The crystal Al₃Co₂Ru has two equivalent Al sites (rows 1 and 2), a third Al site (row 3), two equivalent Co sites and one Ru site. Every Al atom has eight transition-metal neighbours, and every Co or Ru atom has eight Al neighbours. The arrangement is a computed model and may not exist as a material.

Ansatz 0.2.0, scalar-relativistic PBE with PAW and no spin polarisation, for the six-atom cell of Al₃Co₂Ru (P-3m1) at fixed atoms; plane-wave cutoff 420 eV, 12×12×8 k mesh, Gaussian smearing of 0.1 eV. The s, p and d electrons are Löwdin populations summed over the shells in the PAW datasets; a positive Bader charge means a loss of electrons.

| row | bader charge (e) | element | s electrons (e) | p electrons (e) | d electrons (e) | bader volume (Å³) |
| --- | --- | --- | --- | --- | --- | --- |
| 1 | 1.861 | Al | 0.842 | 2.217 | 0.000 | 5.700 |
| 2 | 1.861 | Al | 0.842 | 2.217 | 0.000 | 5.700 |
| 3 | 1.839 | Al | 0.842 | 2.265 | 0.000 | 5.790 |
| 4 | -1.470 | Co | 2.449 | 5.991 | 8.142 | 16.680 |
| 5 | -1.470 | Co | 2.449 | 5.991 | 8.142 | 16.680 |
| 6 | -2.620 | Ru | 2.420 | 5.977 | 7.770 | 23.280 |

A Bader analysis cuts space into one basin per atom, along surfaces where the electron density passes through a minimum on the way from one atom to the next. The Bader charge is the number of valence electrons of the neutral atom less the number found in its basin. The s, p and d electrons come from a different count, named after Löwdin, which assigns electrons to atomic orbitals.

### Question 1. Which atoms give electrons, and why?

**Answer.** Aluminium gives, and both transition metals take. The Al atom of row 3 has a charge of +1.84, so about 1.2 of its three valence electrons remain in its basin. Two standard reasons act together. Co and Ru are more electronegative than Al, and their d shells keep the density high some way out from the nucleus, whereas the valence density of Al is thin and spread out. The minimum between the atoms therefore lies nearer to Al, and most of the bonding density falls on the side of Co or Ru.

**Remark.** The charge thus contains both a real shift of electrons and a choice of where to cut. It isn't an oxidation state.

### Question 2. Ru has fewer d electrons than Co. How can it be the more negative atom?

**Answer.** Compare the electrons held, not only the charges. A neutral Co atom has nine valence electrons and a neutral Ru atom eight, so the basins hold

$$N_{\mathrm{Co}} = 9 + 1.470 = 10.47, \qquad N_{\mathrm{Ru}} = 8 + 2.620 = 10.62 .$$

The two basins contain almost the same number of electrons. Of the 1.15 e by which Ru is more negative, 1.00 e arises because its core has one positive charge less, and only 0.15 e because its basin holds more.

**Remark.** A low d count is no contradiction. The charge is reckoned from the neutral atom, which for Ru has one valence electron fewer, and the basin holds bonding density that the d count leaves out.

### Question 3. Why does Ru hold as many electrons as Co, with a smaller core charge?

**Answer.** The table shows that the Ru basin is 40 % larger, with its electrons spread more thinly. Little of this extra room comes from Al. An Al atom with three Ru neighbours has a basin only 0.09 Å³ smaller than one with two, so eight such contacts would explain about 0.7 Å³ of the 6.6 Å³ by which the Ru basin exceeds that of Co. This suggests that most of the gain lies where Ru borders on Co, its next neighbours after Al. Theory supplies the likely reason: the 4d shell of Ru reaches further out than the 3d shell of Co, which should push the surface between them towards Co, and Ru is also the more electronegative of the two. The data can't separate these two influences.

**Remark.** The Löwdin count, which uses no basins, also makes Ru more negative than Co, though by only about half as much. The order is therefore better supported than the size of the gap. In the Löwdin count Ru holds about 0.4 valence electrons fewer than Co, so the nearly equal numbers are a result of the Bader basins only.

### Question 4. Is the charge of an Al atom set by its neighbours?

**Answer.** Suppose that each Al–metal contact carries a fixed charge. Since every metal atom has eight such contacts, one contact passes $1.470/8 = 0.184$ e to Co or $2.620/8 = 0.328$ e to Ru. By the coordinates, the Al atom of row 3 has six Co and two Ru neighbours, so its charge should be

$$6 \times 0.184 + 2 \times 0.328 = 1.76\ \mathrm{e}.$$

The calculation gives 1.84 e. Rows 1 and 2, with five Co and three Ru neighbours, should reach 1.90 e but have 1.86 e. The model has the right sign, yet it makes the two kinds of Al site differ more than six times too strongly.

The opposite assumption, that every Al atom gives the same amount, does better. Neutrality then requires $(2 \times 1.470 + 2.620)/3 = 1.85$ e, within 0.02 e of every Al row. In this crystal an Al atom surrounded by eight transition-metal atoms gives up a nearly fixed amount, and Co and Ru divide it between them. A likely reason why the contact model fails is that it leaves out any charge passing between Co and Ru, although Question 3 suggests that Ru gains most of its extra room there.

**Remark.** Both models take their input from the Co and Ru rows, and neutrality then fixes the average Al charge. Only the difference between the Al sites tests them, which is a single number. The printed analysis lists the Al charges that both models give.

### Question 5. The Löwdin count gives Al no positive charge at all. Which count is right?

**Answer.** For row 3 the Löwdin charge is $3 - 0.842 - 2.265 = -0.107$ e, where the Bader charge is +1.84. The density is the same; the rule for sharing it differs. The 3s and 3p orbitals of Al are wide and reach into the space around Co and Ru, so the Löwdin rule credits Al with electrons that the Bader rule gives to the metals. Neither number can be measured directly, and charges should be compared only within one method.

**Remark.** The p electrons of Co and Ru in the table are a filled inner shell, while those of Al are valence electrons, so that column compares Al only with Al. The s column of the metals likewise includes about two inner-shell electrons per atom. The orbitals used include no outer p shell for the metals, and 0.44 electrons per cell remain unassigned.

### Question 6. Which digits can be trusted?

**Answer.** The order Al, Co, Ru rests on differences of more than 1 e and is safe within the Bader method. The 0.022 e between the two kinds of Al site is another matter. Their basins differ by 0.09 Å³, and at the average density in an Al basin, about 0.2 electrons per Å³, that volume holds $0.2 \times 0.09 \approx 0.02$ electrons. A slight misplacement of the surface could thus create or erase the whole difference, and no test with a finer grid is available.

**Remark.** The charges add up to zero within 0.001 e, but this doesn't settle the matter. A misplaced surface takes from one atom exactly what it gives to the next. The Löwdin count, which needs no surface, also gives the Al atom of row 3 more electrons, by about 0.05 e. That supports the sign of the difference but not its size.

### Question 7. What would change if Co replaced Ru, or if the spins were set free?

**Answer.** With Co in place of Ru there is one Co per Al, and neutrality makes their average charges equal and opposite. The present values, about 1.85 and 1.47 e, can't both survive. If Al gives a fixed amount, Co must become more negative; if each contact carries a fixed charge, Al must become less positive. That calculation would be a much sharper test than the small difference in Question 4.

Freeing the spins could change the d electrons and the charges if a magnetic state lies lower. The calculation imposed zero moments, so the table describes the non-magnetic state and can't show whether it is the stable one. The low density of states at the Fermi level in the same run speaks against a moment but doesn't exclude one.

Printed output of the fit:

```
Two ways to count:
  row  valence electrons of neutral atom  valence electrons in Bader basin  valence electrons per A^3  Loewdin charge (e)
    1                                  3                             1.139                     0.1998              -0.059
    2                                  3                             1.139                     0.1998              -0.059
    3                                  3                             1.161                     0.2005              -0.107
    4                                  9                             10.47                     0.6277               0.418
    5                                  9                             10.47                     0.6277               0.418
    6                                  8                             10.62                     0.4562              -0.167
Sum of all Bader charges (e): 0.001
Mean share of its three valence electrons that Al loses (%): 61.79
Share of the transferred charge that goes to Ru (%): 47.12
Bader charge, Co minus Ru (e): 1.15
Valence electrons in basin, Ru minus Co (e): 0.15
Basin volume, Ru over Co: 1.396
d electrons, Co minus Ru (e): 0.372
Loewdin charge, Co minus Ru (e): 0.585
Electrons per cell missed by the Loewdin count (e): 0.444
Bader charge, Al row 1 minus Al row 3 (e): 0.022
p electrons, Al row 3 minus Al row 1 (e): 0.048
Basin volume, Al row 3 minus Al row 1 (A^3): 0.09
Charge per Al-Co contact (e): 0.1837
Charge per Al-Ru contact (e): 0.3275
Contact model, Al rows 1 and 2 (e): 1.901
Contact model, Al row 3 (e): 1.758
Contact model, difference between the Al sites (e): 0.1438
Contact model difference over calculated difference: 6.534
Equal-donor model, every Al (e): 1.853
Miss of contact model for row 3 (e): -0.0815
Miss of equal-donor model for row 3 (e): 0.01433
Shortest Al-metal contact from coordinates (A): 2.462
Longest of the eight Al-metal contacts (A): 2.584
Nearest Al-Al distance (A): 2.884
```
